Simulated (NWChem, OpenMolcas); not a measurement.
**A ladder of methods for CHBrF2 (bromodifluoromethane)**

The species is CHBrF2 (5 atoms), meant as a singlet with charge 0. As SMILES, `FC(F)Br`. The coordinates come from a PBE0-D4/def2-TZVP relaxation.

Quantity: the HOMO–LUMO gap, in eV. The values are calculated.

| level | kind | program | value (eV) |
| --- | --- | --- | --- |
| SVWN5/aug-cc-pVDZ | LDA | OpenMolcas | 5.79 |
| BLYP/aug-cc-pVDZ | GGA | OpenMolcas | ? |
| PBE/aug-cc-pVDZ | GGA | OpenMolcas | ? |
| revPBE/aug-cc-pVDZ | GGA | OpenMolcas | 5.86 |
| M06-L/aug-cc-pVDZ | meta-GGA | OpenMolcas | 6.43 |
| M06-2X/aug-cc-pVDZ | hybrid meta-GGA | NWChem | 9.91 |
| PBE0/aug-cc-pVDZ | global hybrid | OpenMolcas | 8.14 |
| B2PLYP/aug-cc-pVDZ | double hybrid | OpenMolcas | 10.25 |

(1) Estimate the missing values from the other rows.

Results:

(1) As computed at these levels: BLYP/aug-cc-pVDZ: 5.72 eV; PBE/aug-cc-pVDZ: 5.84 eV. All-electron rows without a relativistic Hamiltonian named are non-relativistic. The values span 5.72 to 10.25 eV. Orbital gaps aren't excitation energies, and those of double hybrids come from the SCF part alone; they tend to grow with the share of exact exchange.

The three GGAs lie between 5.72 and 5.86 eV and bracket the LDA value, so gradient corrections barely change the gap and have no uniform sign. M06-L opens it to 6.43 eV without any exact exchange, probably through its dependence on the kinetic-energy density. The large step comes with the hybrids. Their nonlocal exchange binds the occupied orbitals more strongly, while the empty ones gain much less from it, so the gap moves from the Kohn–Sham type towards the difference between ionisation energy and electron affinity. The exchange fraction doesn't fix the order completely: B2PLYP lies above M06-2X although it contains slightly less exact exchange, which suggests that the semilocal parts also matter.

The HOMO is expected to be essentially a bromine lone pair, and the LUMO to have C–Br antibonding character, possibly mixed with diffuse functions. Gaps alone don't show how much of the widening comes from each of the two levels.
